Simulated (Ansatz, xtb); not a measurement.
Redistribution: C2H3Cl2F + CBr2F2 → C2H3ClF2 + CBr2ClF

Species: C2H3Cl2F `CC(F)(Cl)Cl`, singlet; CBr2F2 (dibromodifluoromethane) `FC(F)(Br)Br`, singlet; C2H3ClF2 (1-chloro-1,1-difluoroethane) `CC(F)(F)Cl`, singlet; CBr2ClF (dibromochlorofluoromethane) `FC(Cl)(Br)Br`, singlet. The partners trade Cl for F; both sit on C, so the bond types are kept.

Shapes, held fixed at every level: PBE0-D4/def2-TZVP. Programs: Ansatz 0.2.0, xtb 6.7.1. The zero-point and thermal change to 298 K, harmonic and unscaled (PBE0-D4/def2-TZVP), is -0.2 kJ/mol.

```tsv
level	kind	ΔH(298 K) (kJ/mol)	less CCSD(T)/def2-TZVPP
GFN2-xTB	semi-empirical	+2.4	+3.8
HF/def2-SVP	Hartree–Fock	-2.1	-0.7
SPW92/def2-TZVPP	LDA	+1.1	+2.5
PBE0-D4/def2-TZVPP	global hybrid	+0.1	+1.5
wB97M-V/def2-TZVPP	range-separated hybrid	0.0	+1.4
MP2/def2-SVP	perturbation theory	-2.6	-1.2
CCSD(T)/def2-SVP	coupled cluster or CI	-1.2	+0.2
CCSD/def2-SVP	coupled cluster or CI	-1.4	0.0
CCSD(T)/def2-TZVPP	coupled cluster or CI	-1.4	0.0
```

The highest level, CCSD(T)/def2-TZVPP, gives ΔH(298 K) = -1.4 kJ/mol; the levels span -2.6 to +2.4. That is about zero within the method's error. They disagree on the sign: 4 of 9 are positive. The column of differences is taken from that level and isn't an error. No measured value is set beside it here. Relativity is left out for Br unless named. Correlated rows may include outer-core shells of Br, which these sets cover unevenly.

The exchange is almost thermoneutral because it keeps more than the count of C–F and C–Cl bonds. One CF2 group is lost and another formed, so the geminal fluorine stabilisation, lone-pair donation from one fluorine into the neighbouring C–F σ* orbital, largely cancels. What remains is the difference between a methyl-bearing and a dibrominated carbon. The wavefunction levels all lean slightly towards products, which would fit fluorine favouring the carbon with the electron-releasing methyl group, where the polar C–F bond competes with fewer other halogens.

Correlation changes this balance little: in the SVP basis, Hartree–Fock gives -2.1 and CCSD(T) -1.2 kJ/mol. MP2 moves the other way, to -2.6, and CCSD reverses that shift, while the triples and the larger basis matter less. The density functionals lie slightly higher, probably through a different balance of geminal halogen interactions. With so small an enthalpy, entropy, including molecular symmetry, could weigh as much in the equilibrium composition, and nothing here bears on the rate of halogen exchange.
